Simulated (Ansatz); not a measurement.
## A series in volume per atom on Mo

Equation of state of a cubic crystal from periodic Kohn-Sham density functional theory without spin; pressure corrected for the finite basis. The results are calculated, by Ansatz 0.2.0 development build.

Cell of the first row (space group Im-3m, No. 229):
```
cell vectors (Å)
  -1.5372     1.5372     1.5372
   1.5372    -1.5372     1.5372
   1.5372     1.5372    -1.5372
atoms (fractions of the cell vectors)
Mo  0.00000  0.00000  0.00000
```

Settings of every row: formula Mo; structure type bcc; functional r2SCAN; spin treatment none; k mesh 15x15x15; occupation method fermi-dirac; occupation width 0.1 eV; wave cutoff 500 eV; datasets soft-1 PAW; density cutoff ratio 4.

Limits: modest k-mesh, values are not fully converged in k.

| row | volume per atom (Å³) | pressure (GPa) | energy above lowest point (meV/atom) |
| --- | --- | --- | --- |
| 1 | 14.53 | 23.728 | 76.3 |
| 2 | 15.004 | 12.639 | 22.94 |
| 3 | 15.477 | ? | ? |
| 4 | 15.951 | -5.019 | 3.12 |
| 5 | 16.425 | -11.97 | 28.51 |

Question: what pressure should row 3 give?

Worked fit of pressure. Take u = (V_r/V)^(2/3) − 1 with V_r = 15.477 Å³ an atom, which is twice the finite (Eulerian) strain; such expansions in the strain, on which the Birch-Murnaghan equation of state is built, carry the rest volume and the bulk modulus. The shown rows have u = 0.04299, 0.02091, -0.01991, -0.03886. Least squares give pressure = 3.1339 + 431.559 × u + 1104.16 × u² GPa; a straight line predicts inner rows, each left out in turn, worse (root mean square 1.1 against 0.0042 GPa). The rows lie off it by 0.001, -0.002, 0.002, -0.001. The pressure vanishes at u = -0.0074, or V = 15.65 Å³ an atom, and there the bulk modulus at fixed shape and fractions is B = −V dP/dV = (2/3)(1 + u) dP/du = 275 GPa. The withheld row has u = 0, so the fit gives 3.1339 + 431.559 × (0) + 1104.16 × (0)² = 3.134 GPa.

The calculation gave 3.125 GPa. The fit lies 0.009 GPa (0.025 % of the column's range) above it; its largest miss of a shown row is 0.002 GPa.

The other values of row 3: energy above lowest point 0 meV/atom.
